Q: I have to judge bcc nickel as a ferromagnetic contact. It isn't nickel's stable bulk form, which is fcc, but suppose a film could hold it. Six sheets of Fermi surface are listed, and row 5 has by far the most states at the Fermi level. Does row 5 carry the current?

Fermi-surface sheets of bcc Ni (one-atom cell, not relaxed), calculated with Ansatz 0.2.0 using collinear-spin, scalar-relativistic DFT (LDA, plane waves, PAW). The cutoff is 420 eV and the k mesh 20×20×20 with 0.05 eV Gaussian smearing; levels and slopes use a 34×34×34 mesh. Sheet bottoms and tops are band edges relative to the Fermi level.

```csv
row,sheet dos (states/eV/cell),sheet spin,sheet band,sheet filled share,sheet mean speed (1e5 m/s),sheet bottom (eV),sheet top (eV)
1,0.175,up,9,0.995,1.673,-1.731,0.079
2,0.187,up,10,0.265,6.313,-0.912,n/a
3,0.024,down,7,0.993,4.183,-2.837,0.476
4,0.074,down,8,0.981,3.324,-1.745,0.476
5,0.882,down,9,0.612,2.096,-1.193,0.711
6,0.264,down,10,0.154,2.997,-0.425,n/a
```

A: First ask what a state must do to carry current. A field pushes each electron along in momentum, and the energy this brings is proportional to the electron's speed. The number of electrons thrown out of balance on a sheet therefore goes as $Nv$, with $N$ the sheet dos and $v$ the speed. Each of them then carries charge at speed $v$, so the current goes as $Nv^2$. States count once, speed counts twice.

Q: Then row 2 might win, since it is the fastest. Is it fast enough?

A: Row 5 has 4.7 times as many states as row 2, but row 2 is 3.0 times as fast. Squared, that is a factor of about 9, so row 2 comes out nearly twice as strong. This assumes that electrons on every sheet travel for the same time between collisions. If instead they all travelled the same distance, as when the faces of a thin film do the scattering, speed would count only once. The weight would then be the sheet area, and row 5 would lead, with 41% against 26% for row 2.

Q: Can you put that into a number I could check?

A: The Drude weight, the square of the plasma energy $\hbar\omega_p$, measures how readily the electrons respond to a field before collisions are considered. For a cubic crystal, a sheet contributes

$$(\hbar\omega_p)^2=\frac{4\pi e^2}{3V}\,N\,(\hbar v)^2,$$

where $V=10.6$ Å³ is the cell volume and $e^2=14.4$ eV Å. Row 2 has $N=0.187$ states/eV and $v=6.313\times10^5$ m/s, hence $\hbar v=4.16$ eV Å. The result is

$$\frac{4\pi\times14.4\times0.187\times4.16^2}{3\times10.6}\approx18.4\ \text{eV}^2.$$

Q: You used the mean speed, though the formula needs the mean of the squared speed.

A: Yes, and the mean of a square is never below the square of the mean, so each contribution is a lower bound. No constant is adjusted, and the six together reach 93% of the full Drude weight from the same calculation. The remaining 7% reflects the spread of speeds within the sheets. Even if all of it belonged to row 5, that sheet would reach only 12.6 eV², so row 2 stays ahead. The printed analysis after this text gives the contribution of each sheet.

Q: Why is row 5 so slow?

A: An electron's speed is the slope of its band. Band 9 of the down spin spans only about 2 eV, and the Fermi level cuts it a little above its middle. A band so narrow at this energy in nickel is expected to be mainly a d band: d orbitals are compact, overlap little with those of the neighbours, and let electrons hop slowly. The cut leaves a large sheet, and large area with low speed means many states. The cell is also stretched relative to its equilibrium in this calculation, which narrows d bands and so tends to slow these electrons further.

Q: And row 2 is the s band?

A: Not purely. Band 10 starts among the d levels and climbs to almost 10 eV above the Fermi level, so its character changes on the way. Low down it is flat and d-like; higher up it takes on the broad s and p character that makes it steep. What matters is how far up the Fermi level cuts it.

Q: But row 6 is band 10 too, and it is only half as fast.

A: Row 6 is cut lower down. Exchange favours the majority spin, here called up, and pulls its d levels to lower energy, the bottom of band 10 among them, while the top of that band hardly moves. The Fermi level therefore lies 0.91 eV above the bottom of band 10 for up spin, but only 0.43 eV above it for down spin. The up electrons sit on the steep part, the down electrons nearer the flat start.

Q: Couldn't the band simply have a different shape for each spin?

A: That can be tested by cutting both at the same height. Take the up band 0.25 eV below the Fermi level and the down band 0.25 eV above it; both cuts then lie about 0.67 eV above the respective bottom. There the speeds agree within about 5% and the densities of states within about 3%. So the contrast between rows 2 and 6 comes mostly from the height of the cut. Local-density theory makes the exchange splitting of fcc nickel too large; if it does so here, the real contrast is smaller.

Q: Rows 1, 3 and 4 are all nearly full. Why is row 1 the slowest of the six?

A: A nearly full band leaves small pockets of empty states around its top, where the slope vanishes. Near a simple maximum, speed grows as the square root of the energy below the top. Row 1 is cut only 0.08 eV below its top, rows 3 and 4 about 0.48 eV below theirs. The up-spin partners of rows 3 and 4 show how much this depth matters: cut 0.08 eV below their own top, they have mean speeds of only 2.1 and 1.7 in the table's units, about half those of rows 3 and 4 and close to row 1. Row 1's own pockets lie elsewhere, around the point N, where its level is 0.065 eV above the Fermi level. The zone holds six N points against one H, and speeds on this sheet vary about sevenfold, so these are several uneven pockets with very slow patches. That fits row 1 having many more states than row 3 despite a smaller empty share. The square root itself is only a rough guide, because bands stop being parabolic further from the top, and different bands curve differently. Row 1's top is not much further from the Fermi level than the smearing width, so the pocket's size is delicate, but its estimated share of the Drude weight is only about 3%.

Q: Rows 3 and 4 have the same top, yet row 4 has three times the states.

A: Both pockets surround the point H of the Brillouin zone, where the bands meet in one degenerate level. Away from H they separate in most directions, and the flatter one must go further before it drops to the Fermi level. That gives row 4 a larger pocket with slower electrons, and hence more states. For up spin the same level lies below the Fermi level and is full, so these pockets exist for down spin only. Spin–orbit coupling, absent here, would split the level and alter their details.

Q: So how spin-polarised is the current through my contact?

A: That depends on the kind of transport. Down spin holds 77% of the states, but 67% of the sheet area, which, averaged over directions, counts the open channels in an ideal ballistic constriction; there down spin leads and row 5 is the largest single sheet. In a diffusive film with equal lifetimes its share falls to between 45% and 52%, so neither spin clearly leads. Lifetimes probably differ, though: if collisions keep the spin, down electrons have more states to scatter into, which should favour the up current. A polarisation read from the density of states is therefore a poor guide to a diffusive contact.

Q: Would copper show the same conflict?

A: No. Copper's d bands are full and lie well below the Fermi level, which cuts one steep band, alike for both spins. The states that are counted are then the same fast states that conduct. The conflict arises when the Fermi level cuts flat d bands and a steep band together, and exchange decides which spin gets more of each.

Numerical output:

```
Weight of each sheet:
  row  'states %'  'area %'  'Drude part eV^2'  'Drude %'  'empty %'
    1        10.9     6.565              1.207      3.175        0.5
    2       11.64     26.47              18.37      48.31       73.5
    3       1.494     2.251              1.035      2.722        0.7
    4       4.608     5.516              2.016        5.3        1.9
    5       54.92     41.45              9.552      25.12       38.8
    6       16.44     17.74              5.846      15.37       84.6
Sum of the estimated Drude parts, eV^2: 38.03
Estimate as share of the full Drude tensor, %: 92.58
Shortfall of the estimate, eV^2: 3.05
Row 2 share of full tensor, least, %: 44.73
Row 2 share of full tensor, most, %: 52.15
Row 5 part if it took the whole shortfall, eV^2: 12.6
Row 5 over row 2, states: 4.717
Row 2 over row 5, mean speed: 3.012
Row 2 over row 5, mean speed squared: 9.072
Down-spin share of states, %: 77.46
Down-spin share of area, %: 66.96
Up-spin share of full Drude tensor, least, %: 47.66
Up-spin share of full Drude tensor, most, %: 55.09
Band 10 bottom, down less up, eV: 0.487
Level at H, down less up, eV: 0.646
Height above bottom of up band 10 at -0.25 eV, eV: 0.662
Height above bottom of down band 10 at +0.25 eV, eV: 0.675
Speed there, up over down: 1.052
Density of states there, up over down: 0.9769
Speed at the true Fermi level, row 2 over row 6: 2.106
```
